Whether a volume scan of NiPt₃ needs extra runs near 14.5 Å³ per atom depends on one question: is the plateau in the last column real? A true halt there could mark a change in the electronic state, and the scan would then have to be split into two branches. If the halt comes from rounding, it gives no reason to split the scan.

Single-point calculations with Ansatz 0.2.0 for cubic NiPt₃: r2SCAN, scalar-relativistic, collinear spin, PAW, plane waves to 500 eV, 12×12×12 k mesh, Gaussian smearing of 0.1 eV. The last column is the 72 explicitly treated electrons of the four-atom cell minus the Löwdin populations of Ni 3s, 3p, 3d, 4s and Pt 5s, 5p, 5d, 6s.

```csv
volume (Å³/atom),shortest distance (Å),electrons outside these shells (e)
12.571,2.610,0.660
13.000,2.639,0.660
13.428,2.668,0.650
13.857,2.696,0.640
14.286,2.724,0.630
14.323,2.726,0.630
14.573,2.742,0.630
14.714,2.751,0.630
15.143,2.777,0.620
15.714,2.811,0.600
```

The last column, electrons outside these shells, is a remainder for the four-atom cell. The calculation, with the r2SCAN density functional, assigns the occupied states to atomic shells: 3s, 3p, 3d and 4s on nickel, and 5s, 5p, 5d and 6s on platinum. Whatever these orbitals cannot reproduce is left over. The set has no outer p shell, Ni 4p or Pt 6p, so the remainder must not be read as a count of free electrons between the atoms.

**From 12.571 to 13.857 Å³ per atom** the metal is compressed, with a pressure of 44 GPa in the first row. The column starts with two equal entries, which looks like a first irregularity. The shell populations of the same runs are known to four decimals, and adding them up gives 0.663 and then 0.656. The fall is there from the first step, and printing to 0.01 hides it.

Theory gives the direction of the trend. When atoms are pressed together, their neighbours distort the orbitals and mix p character into the valence states. A set of undistorted s and d orbitals then captures less of the occupied states, and the remainder grows. The populations don't show how much of it is p character and how much is distortion.

A simpler system with the same behaviour is the hydrogen molecular ion, two protons sharing one electron, described only by the 1s orbitals of free hydrogen. With the protons far apart the description is exact. At short distance the true orbital contracts and shifts towards the bond, and part of it falls outside the description. The comparison covers the direction only, because the ion has neither d shells nor a magnetic moment that changes with distance.

**From 14.286 to 14.714 Å³ per atom** the column stands at 0.63 for four rows. The first of them is practically free of pressure. For the first two, the populations give 0.635 and 0.634, a difference too small to stand clear of their own rounding. The neighbours on either side show that the fall goes on: 0.642 at 13.857 and 0.617 at 15.143. The populations of the other two rows settle it: they leave about 0.629 at 14.573 and 0.627 at 14.714. Across the four rows the remainder thus falls by about 0.008 e, more than rounding of the populations could cause.

Whether the fall is also even can be tested with a smooth curve, a parabola in the volume $V$. It is fitted to the finer values of eight rows, with those at 14.573 and 14.714 kept aside as a test. It serves as a ruler for irregularities, and its constants have no physical meaning. With $x = V - 14.161$, measured from the mean volume of the table, the remainder is

$$N = 0.6368 - 0.0191\,x - 0.00205\,x^2 .$$

For the row at 14.714, which was not part of the fit, $x = 0.553$. The estimate is $N = 0.6368 - 0.0106 - 0.0006 = 0.6256$, which prints as 0.63, as in the table, and lies close to the 0.627 from the populations.

The same curve gives every entry of the column to within half a printed step, so no row breaks the pattern. It also follows the eight finer values to about 0.001 e, within the largest error that rounding of the populations could cause. That limit is a worst case, so part of these small misses may come from the parabola not being the exact shape. The two rows kept aside lie less than 0.002 e from the curve, so no bump hides behind their printed 0.63.

**From 15.143 to 15.714 Å³ per atom** the metal is under tension, and the remainder falls faster than before. This is where the simplest picture fails. If the remainder were a plain overlap effect, it should fade ever more slowly as the atoms move apart. A power law drawn through the first and last rows has that shape, and at 14.286 it lies 0.008 e too low, about an eighth of the whole fall.

Splitting the remainder by shell gives a hint of where the picture holds and where it doesn't. One part is the shortfall of the deep shells, Ni 3s and 3p and Pt 5s and 5p, which should be full at every volume. It shrinks from 0.080 to 0.045 e and flattens on the way, as an overlap effect should. More than half of the total fall is booked in these shells, although they take little part in bonding. That need not mean that deep electrons escape the description. The method first makes overlapping orbitals independent of each other, which is expected to mix a little of a neighbour's half-empty 6s orbital into a deep one, so that the deep shell comes out short. The division between shells and atoms depends on this step, while the total does not.

The valence part behaves differently. It drops by only 0.004 e over the compressed stretch, but by 0.020 e from 14.286 to the last row. Its fall is the small difference of two larger changes: on expansion the nickel shells lose electrons and the platinum shells gain them. Over the compressed stretch the two nearly cancel, with 0.069 e lost and 0.072 e gained. From 14.286 onwards the gain is 0.075 e, but the loss is only 0.054 e, so in this division the faster fall comes from nickel giving up less.

The smoothness itself has a plain explanation in theory. The remainder is a sum over all occupied states. As long as the calculation stays with one electronic state, a small change of volume alters these states only a little, and the many partly filled bands of a metal exchange small fractions of an electron rather than whole ones. Every cell here is cubic, with no atom free to move off its site. The magnetic moment of the cell grows at every step, from 1.06 to 2.04 Bohr magnetons. It grows fastest between 13.857 and 14.286 Å³ per atom, just before the plateau, but even there at less than twice its slowest rate, so nothing points to a jump.

A break would be expected where one of these conditions ends. The moment could collapse suddenly under stronger compression, or the crystal could change its structure. Changing the set of atomic orbitals would also shift the column, with no physical event behind it. The moment shows no collapse between the first and the last row. The search for lower-lying states was a light one, though, and the stability of the states found was not checked, so a lower state may exist at any of these volumes. The table is also a selection: runs that failed or met a known fault of the program are left out, as are some with graver warnings, so a smooth table doesn't prove that every run went smoothly. A change of structure could not have shown, because every cell was held cubic. For the scan this means one smooth curve and no extra runs at the plateau. The populations already show the remainder falling through it.

What remains open is why nickel loses fewer electrons at the stretched end. The populations by spin place the smaller loss in its minority-spin 3d states. The same states carry most of the growth of nickel's moment, which also slows: 0.13 Bohr magnetons from 14.286 onwards against 0.20 over the compressed stretch. Magnetism may therefore be the cause, but volume and moment change together in every row, and r2SCAN tends to exaggerate moments in metals of this kind. A scan of the same volumes with the spin polarisation switched off would show whether the faster fall survives without magnetism. The comparison of curve and values is in the output below. There the rows at 14.573 and 14.714 carry the printed 0.63 and zeros for the two parts, marked "not listed", only because their populations were not entered in that analysis.

Output of the analysis:

```
fit of electrons_outside_these_shells on 10 rows: constant 0.635 +/- 0.0013, coefficient of x -0.01865 +/- 0.0014; rms 0.00359, worst 15.714 0.00604, leave-one-out rms 0.0051
fit of fine on 8 rows (listed): constant 0.6368 +/- 0.00041, coefficient of x -0.01911 +/- 0.00029, coefficient of x2 -0.00205 +/- 0.0003; rms 0.000635, worst 15.143 -0.00108, leave-one-out rms 0.0016
  rows outside the fit (model, value, miss): 14.573 0.6285, 0.63, -0.00145; 14.714 0.6256, 0.63, -0.00443
Remainder and its parts in e with 0 where not listed and moment in muB:
     row  finer_value  smooth_curve  deep_shell_part  valence_part  moment
  12.571       0.6626         0.662           0.0797        0.5829   1.056
    13.0       0.6558        0.6562           0.0734        0.5824   1.168
  13.428       0.6493        0.6497           0.0676        0.5817   1.275
  13.857       0.6416        0.6424           0.0623        0.5793   1.414
  14.286       0.6347        0.6344           0.0579        0.5768   1.608
  14.323       0.6339        0.6336           0.0573        0.5766   1.623
  14.573         0.63        0.6285                0             0   1.718
  14.714         0.63        0.6256                0             0   1.766
  15.143       0.6171         0.616           0.0497        0.5674   1.897
  15.714       0.6014        0.6021           0.0449        0.5565   2.043
Fall of the finer remainder, first to last row (e): 0.0612
Same fall in percent of the first row: 9.236
Largest miss of the straight line from the printed column (e): 0.006037
Largest miss of the smooth curve from the printed column (e): 0.004425
Largest miss of the smooth curve from the finer values (e): 0.001076
Largest possible rounding error of a finer value (e): 0.0016
Power law through the end rows less finer value at 14.286 (e): -0.007896
Fall of the deep-shell part, first to last row (e): 0.0348
Fall of the valence part from 12.571 to 13.857 (e): 0.0036
Fall of the valence part from 14.286 to 15.714 (e): 0.0203
Change of Ni 4s + 3d, first to last row (e): -0.1497
Change of 6s + 5d of the three Pt together, first to last row (e): 0.1761
Slowest growth of the moment between rows (muB per Å³/atom): 0.25
Fastest growth of the moment between rows (muB per Å³/atom): 0.4524
```
